A plane-wave calculation builds the orbitals from waves, and the wave cutoff sets the shortest wavelength allowed. Here one cell of three yttrium atoms and one magnesium atom is computed at five cutoffs. The cell is slightly strained and its atoms are off their rest positions, so there are real forces to get right or wrong. All errors are relative to the same cell at 600 eV.

Y3Mg, 4 atoms in a fixed cell, 30.41 Å³ an atom, in Ansatz 0.2.0: plane-wave PAW, scalar-relativistic PBEsol, no spin polarisation, 6×6×6 k mesh, Gaussian smearing of 0.1 eV. The reference is a 600 eV cutoff. Energies are extrapolated to zero smearing, pressure is positive in compression and corrected for the finite cutoff, and the force change is the largest over atoms and axes.

```tsv
wave cutoff (eV)	energy less reference (meV/atom)	pressure less reference (GPa)	largest force change (eV/Å)	plane waves at gamma
200	947	0.048	0.00604	761
250	113	0.011	0.00416	1085
300	9.96	0.005	0.00029	1401
350	0.625	0.001	0.00017	1809
420	0.177	0.001	3e-05	2395
```

### 1. Which suffers more from a low cutoff, the energy or the forces?

The energy, by far. At 200 eV it lies 947 meV/atom too high, far more than most energy differences between crystal structures. The largest force component in the cell is 0.356 eV/Å, and no component changes by more than 0.006 eV/Å, or 2 % of that.

The sign of the energy error has a simple reason. Extra waves give the orbitals more freedom, and for a given energy expression that freedom can only lower the energy. The table agrees: the energy falls at every step.

### 2. What does a higher cutoff cost?

It costs more waves, and their number can be estimated from geometry. A wave of wave number $k$ has kinetic energy $\hbar^2k^2/2m$, so a cutoff $E$ admits all waves inside a sphere of radius $k=\sqrt{2mE}/\hbar$. For a cell of volume $V$ their number is

$$N=\frac{Vk^3}{6\pi^2}\propto V E^{3/2}.$$

Take 420 eV. With $\hbar^2/2m=3.81$ eV Å², $k=\sqrt{420/3.81}=10.5$ Å⁻¹. The cell holds $4\times30.41=121.6$ Å³, which gives about 2380 waves, against 2395 in the table. The formula has no adjustable constant and stays within 3 % in every row. Doubling the cutoff therefore nearly triples the number of waves.

### 3. Why does the energy error fall so much faster than the number of waves grows?

Because the waves added last are hardly needed. PAW datasets replace the sharp wiggles of the orbitals near the nuclei by smooth curves, and a smooth curve contains very little of the shortest wavelengths. If its content fades like a Gaussian in $k$, the energy error fades roughly exponentially in $E$, since $E$ grows as $k^2$.

Up to 350 eV this picture gives the rough size of the fall: each further 50 eV divides the error by about 8, then 11, then 16. An exponential fitted to these four cutoffs reproduces each error to within a fifth. A Gaussian would be expected to give nearly constant factors, so their doubling suggests that the content fades faster than a Gaussian in this range. The orbitals' content was not itself examined, and the density cutoff rose along with the wave cutoff, so it may have a part in the steepening. The exponential is a description, not a derived law.

At 420 eV, which was kept out of the fit, the picture fails. The forecast is 0.024 meV/atom and the calculation gives 0.177, seven times as much. Other outputs flatten too: the pressure error is 0.001 GPa at both 350 and 420 eV, and the Fermi level is off by 0.08 and 0.06 meV, so the slow part is already present at 350 eV. Such a tail is expected, because the smooth PAW curves join the true orbitals at a radius with only a few derivatives matched, and the join leaves a weak content at short wavelengths. These runs do not prove that cause: the density cutoff was always four times the wave cutoff, so the table cannot separate the two errors. Whatever remains of the tail at 600 eV is hidden in the reference. In practice, a steep fall at low cutoff should not be extrapolated to promise a tiny error later; one more calculation at a higher cutoff is the safer test.

### 4. How can the forces be good when the energy is so wrong?

Imagine the atoms pulled far apart. Each would carry its own cutoff error, wherever it sat. The total energy would be wrong by a constant, and a constant exerts no force. The solid comes close to this limit, because the sharpest parts of the orbitals lie near the nuclei, where neighbours alter them little.

The table lets us measure how close. Plane waves do not move with the atoms, so a computed force is the slope of the energy at that cutoff, and an error in the force is the slope of the energy error. To first order, moving one atom by 0.1 Å along an axis at 200 eV changes the energy error by about $0.00604\times0.1$ eV, or 0.6 meV, in the worst direction. This is a size rather than a bound, since the force error itself changes over such a move. The error itself is 3.8 eV for the whole cell.

Small displacements can therefore be compared at a lower cutoff than total energies need, provided it is the same for both. The force error still needs its own test. At 200 eV a component of 0.12 eV/Å is off by 5 %, and from 200 to 250 eV the largest force change falls only by a factor of 1.5 while the energy error falls by 8. Mixing cutoffs destroys the cancellation. One energy taken at 250 eV and another at 300 eV would differ by a spurious $113-10=103$ meV/atom, even for identical atoms.

### 5. Is the pressure equally safe?

Only if it is corrected, as it is in this table. Suppose the cell expands while the number of waves stays fixed. Every wavelength stretches, so the effective cutoff falls as $V^{-2/3}$ and the energy error grows. The cell then seems to resist expansion, which adds a false negative pressure, the Pulay stress:

$$P_{\text{false}}=\frac{2}{3}\,\frac{E}{V}\,\frac{d\mathcal{E}}{dE}.$$

Here $\mathcal{E}$ is the computed energy of the cell, which falls as the cutoff $E$ rises. The mean slope between 200 and 250 eV implies a false pressure of order 10 GPa in size near 225 eV, and more at 200 eV, where the slope is steeper; the printed analysis leaves out its minus sign. The corrected pressure at 200 eV is off by only 0.048 GPa.

An uncorrected relaxation at low cutoff would shrink the cell too far. The remedy is to correct the stress, to compare energies of different volumes at one fixed cutoff, or to raise the cutoff until the energy is nearly flat.

### 6. What would change if one element were replaced?

The required cutoff follows the hardest PAW dataset in the cell, not the average atom. How hard a dataset is depends on which shells it treats and on the radius inside which it smooths them. The 43 electrons treated here fit eleven for each yttrium and ten for magnesium, so both elements bring compact inner shells into the calculation. Magnesium's 2p shell is a natural suspect: it sits close to the nucleus and, with no inner p shell beneath it, has no inner wiggles that smoothing could remove.

That remains a guess, because both elements are present in every row. If magnesium carried the whole error at 200 eV, its share would be 3.8 eV; if yttrium did, each atom would carry 1.3 eV. Running each element alone at 200 and 600 eV would show which one sets the cutoff, and hence which replacement would make the calculation cheaper.

### 7. Which digits can be trusted?

That depends on the quantity. For forces in this cell, 300 eV already agrees with the reference to 0.0003 eV/Å. The energy is then still 10 meV/atom too high, and it takes 350 eV to bring it within 1 meV/atom.

The pressure needs more care at the low end, because it averages over three directions. At 200 eV one of the three normal stresses is off by 0.09 GPa, about twice the error of the mean. Anyone relaxing the shape of a cell should check the components separately.

For production work 420 eV is the sensible choice, since the program flags all four lower cutoffs as below its recommended value. Its small errors concern the cutoff alone. The k mesh and the smearing were the same in every row, so their errors need tests of their own. The PAW datasets were made for PBE but used here with PBEsol, and no cutoff removes an error from that mismatch.

The printed analysis below gives the wave counts, the fit and the estimates row by row.

Output of the analysis:

```
Plane waves at Gamma against the volume of the sphere:
  row  computed  sphere estimate  miss in %
  200       761            781.3      2.666
  250      1085             1092     0.6342
  300      1401             1435      2.449
  350      1809             1809    -0.0164
  420      2395             2378    -0.7264
Plane waves at 420 eV over those at 200 eV: 3.147
Cutoff ratio 420 to 200 to the power 1.5: 3.043
Step from the row before:
  row  energy error falls per 50 eV by factor  rough Pulay pressure in GPa
  250                                   8.381                        13.18
  300                                   11.35                         1.99
  350                                   15.94                       0.2131
  420                                   2.462                     0.008654
fit of lnerr on 4 rows (wave_cutoff < 400): constant 16.77 +/- 0.57, coefficient of wave_cutoff -0.0488 +/- 0.002; rms 0.161, worst 300 -0.166, leave-one-out rms 0.412
  rows outside the fit (model, value, miss): 420 -3.723, -1.732, -1.99
Energy error forecast at 420 eV in meV/atom: 0.02415
Computed error at 420 eV over the forecast: 7.328
Change of the energy error:
  row  one atom moved 0.1 A in meV per cell  volume changed 1 % in meV per atom  force change in % of largest force
  200                                 0.604                             0.09111                               1.694
  250                                 0.416                             0.02088                               1.167
  300                                 0.029                            0.009491                             0.08135
  350                                 0.017                            0.001898                             0.04769
  420                                 0.003                            0.001898                            0.008415
Energy error at 200 eV in eV per cell, or per Mg atom if all of it sat on Mg: 3.788
Energy error at 200 eV in eV per Y atom if all of it sat on Y: 1.263
Shift of the xx stress at 200 eV in GPa: 0.01304
Shift of the zz stress at 200 eV in GPa: 0.09392
```
